**Question.** In triplet BH₄⁺ with one hydrogen pulled about 3.4 Å away from boron, which approximations go wrong, and can the failure be noticed when the usual marks of quality look good?

The magnitudes worth remembering span three powers of ten. Correlation lowers the energy of this ion by about 1.7 eV in the small basis used here. Second-order perturbation theory (MP2) leaves out half an electronvolt of it, coupled cluster with single and double excitations (CCSD) a few hundredths, and CCSD(T) about one hundredth. Full triple excitations (CCSDT) bring the error below a thousandth of an electronvolt, and phaseless auxiliary-field Monte Carlo (AFQMC) errs by a few thousandths.

Total-energy errors for triplet BH₄⁺ with one B–H distance stretched to 3.395 Å (PBE0/def2-TZVP geometry), from Ansatz 0.2.0 and AFQMC afq 1 (own program). The listed levels use a UHF determinant, the 6-31G basis and a frozen B 1s core; the reference is full CI (FCI) with the same basis and core. Phaseless AFQMC (ph) has a CISD trial; "released" means its constraint is let go.

```csv
level,"this level less the reference (FCI, same basis) (meV)","statistical noise, one standard error (meV)"
HF,1723.9,0.000
MP2,504.5,0.000
CCSD,30.2,0.000
CCSD(T),9.8,0.000
CCSDT,0.5,0.000
CCSDT(Q),0.1,0.000
CCSDTQ,0.0,0.000
ph-AFQMC/CISD,3.2,1.000
released AFQMC,-0.4,0.400
```

**The failure that the diagnostics do not announce**

The error of MP2 is 504.5 meV, roughly twenty times the thermal energy at room temperature. Yet the ion looks harmless. The T1 diagnostic, which measures the size of the single excitations, is only 0.009, and the Hartree-Fock determinant carries 96 % of the weight in a wavefunction with single and double excitations. The spin is clean as well: $\langle S^2\rangle$ is 2.008, against 2 for a pure triplet.

These marks are correct, but they answer another question. They say that one determinant dominates, so that a coupled-cluster expansion built on it should converge quickly. It does: CCSD already recovers 98 % of the correlation energy. They do not say whether the many small amplitudes of the excited determinants have been computed well, and the energy of MP2 depends on exactly those amplitudes.

The comparison that exposes the failure is the one between MP2 and CCSD. Both describe correlation mainly through double excitations, but MP2 computes each amplitude once from a simple formula, whereas CCSD solves for all of them together. This change removes 474 meV, or 94 % of the MP2 error. Most of the failure therefore lies in how MP2 treats the double excitations, and only a small part in the higher excitations that CCSD leaves out too.

**Why a single pass falls short**

Let $V$ be the coupling that creates an excitation, $D$ its cost counted in orbital energies, and $t$ its amplitude. Let $W$ stand for the interactions within and among the excited configurations. With all excitations of one class lumped into a single typical one, the amplitude obeys

$$D\,t=-V-W\,t .$$

MP2 drops the last term and obtains $t=-V/D$, hence the energy $Vt=-V^2/D$. Solving the equation gives $-V^2/(D+W)$ instead. The share of the energy that a single pass finds is the ratio of the two,

$$s=\frac{D+W}{D}=1+\frac{W}{D}.$$

The likely sign of $W$ can be read from what orbital energies mean. An empty Hartree-Fock orbital has the energy of an electron added to the complete ion. An electron excited from within the ion leaves a hole behind and is attracted by it, so the true cost is lower than $D$. In a double excitation there are four such attractions between electrons and holes, against one repulsion between the two electrons and one between the two holes. If these terms are of similar size, the attractions win, so that $W$ is negative and $s$ smaller than one; the coupling among different double excitations also enters $W$, and the calculation gives only the net effect.

A loaded spring behaves in the same way. If its stiffness is taken too high, both the stretch and the energy gained by stretching come out too small, although nothing is wrong with the load. Here $V$ is the load, $D$ the assumed stiffness and $D+W$ the true one. The likeness ends with the single coordinate: the ion has many coupled amplitudes, and the coupled-cluster equations also contain products of them.

**The same fault one level higher**

CCSD(T) adds triple excitations to CCSD by what is nearly a single pass, with orbital energies as the cost. If the reasoning above is right, it should find only part of their energy, much as MP2 does for the doubles. It gains 20.4 meV, whereas the full solution in CCSDT gains 29.7 meV. The perturbative step thus finds 69 % of the effect.

Together with the triples energy from CCSDT, the share for the doubles gives an estimate of the CCSD(T) error without any fitting. Since it needs the CCSDT result, it is a test of consistency and not a forecast. MP2 finds $1723.9-504.5=1219.4$ meV of correlation energy and CCSD finds $1723.9-30.2=1693.7$ meV, which gives $s=0.72$. A single pass should then leave out 28 % of the triples energy, and the small error of CCSDT itself has to be added:

$$0.5+0.28\times 29.7\approx 8.8\ \text{meV}.$$

The computed error of CCSD(T) is 9.8 meV, so the estimate is about a tenth too low. What has been tested is that two shares, one for doubles and one for triples, are nearly equal. This is a single comparison in a single ion, and the closeness may be partly luck. Three excited electrons and their holes have more attractions and repulsions among them than two of each, and full triples also readjust the doubles, which the lumped equation ignores.

The practical lesson concerns the size of a correction. A small perturbative step does not prove that the remaining error is negligible: after the 20.4 meV gained by (T), another 9.3 meV appear when the triples are solved in full. For a neighbouring molecule with one dominant determinant, the same reasoning suggests looking first at the ratio of the MP2 to the CCSD correlation energy. If it lies well below one, the (T) correction may be too small as well; one ion cannot establish this as a rule, and a calculation with full triples is the direct test.

**An error bar that does not contain the error**

Phaseless AFQMC fails far more mildly, but its failure is also invisible from inside. Its energy lies 3.2 meV above the reference with a statistical noise of 1.0 meV. That noise tells how much the average would scatter if the run were repeated. A bias that enters every repetition in the same way does not widen it.

The source of such a bias is known. The method represents the repulsion between electrons by random fields, under which the walkers acquire complex phases, and the average soon drowns in cancelling contributions. The phaseless constraint prevents this by judging each walker's phase against a trial wavefunction. It would be exact for an exact trial; here the trial contains single and double excitations and is only approximate.

The test is again to let go of what had been held fixed. When the constraint is released, the energy starts 2.7 meV above the reference and falls by 3.1 meV, with a noise of about 0.7 meV if the two ends are treated as independent. The released result then agrees with the reference within its own noise. This supports the constraint as the cause at roughly four standard errors, which is good evidence but too coarse to fix the bias to better than about a millielectronvolt.

**How far the result reaches**

The three failures share one pattern. Something was fixed in advance, the amplitudes in MP2, the triples in CCSD(T) and the phases in AFQMC, and the error showed when it was allowed to adjust. The printed output after this page gives the steps from level to level and the test of the equal shares.

The stretched bond makes this ion look harder than it is. The two unpaired electrons have parallel spins, so the departing hydrogen does not force a singlet pair to break, and one determinant stays adequate. The small errors of coupled cluster are therefore no evidence that it handles the breaking of an ordinary electron-pair bond.

Boron hydride ions occur in the plasmas used to dope silicon with boron, where reaction energies matter more than total energies. An MP2 error of half an electronvolt is harmless there only if reactants and products share it, and a single geometry cannot show how much cancels. The basis also has no polarization functions, and its own error in the correlation energy is surely well above the 10 meV of CCSD(T). Agreement with the reference to a few millielectronvolts is thus a statement about the methods in this basis, not about the ion in nature.

Printed output of the fit:

```
Share of the correlation energy recovered:
             row  percent
              HF        0
             MP2    70.73
            CCSD    98.25
         CCSD(T)    99.43
           CCSDT    99.97
        CCSDT(Q)    99.99
          CCSDTQ      100
   ph-AFQMC/CISD    99.81
  released AFQMC      100
MP2 error removed by going to CCSD (meV): 474.3
the same as share of the MP2 error (percent): 94.01
one-pass share for doubles, MP2 over CCSD correlation energy (percent): 72
energy gained by full triples, CCSD to CCSDT (meV): 29.7
energy gained by perturbative triples, CCSD to CCSD(T) (meV): 20.4
one-pass share for triples (percent): 68.69
CCSD(T) error predicted from the doubles share (meV): 8.817
prediction less computed CCSD(T) error (meV): -0.9829
CCSD(T) error removed by full triples (meV): 9.3
MP2 error in the two-level model, rough (meV): -78.66
same-spin part of the MP2 correlation energy (percent): 8.584
factor by which same-spin energy must grow to mend MP2 up to CCSD: 5.531
phaseless error in standard errors: 3.2
phaseless less released energy (meV): 3.6
its noise if independent (meV): 1.077
error at the start of the release (meV): 2.693
fall of the energy during the release (meV): 3.063
noise of this fall if independent (meV): 0.7062
```
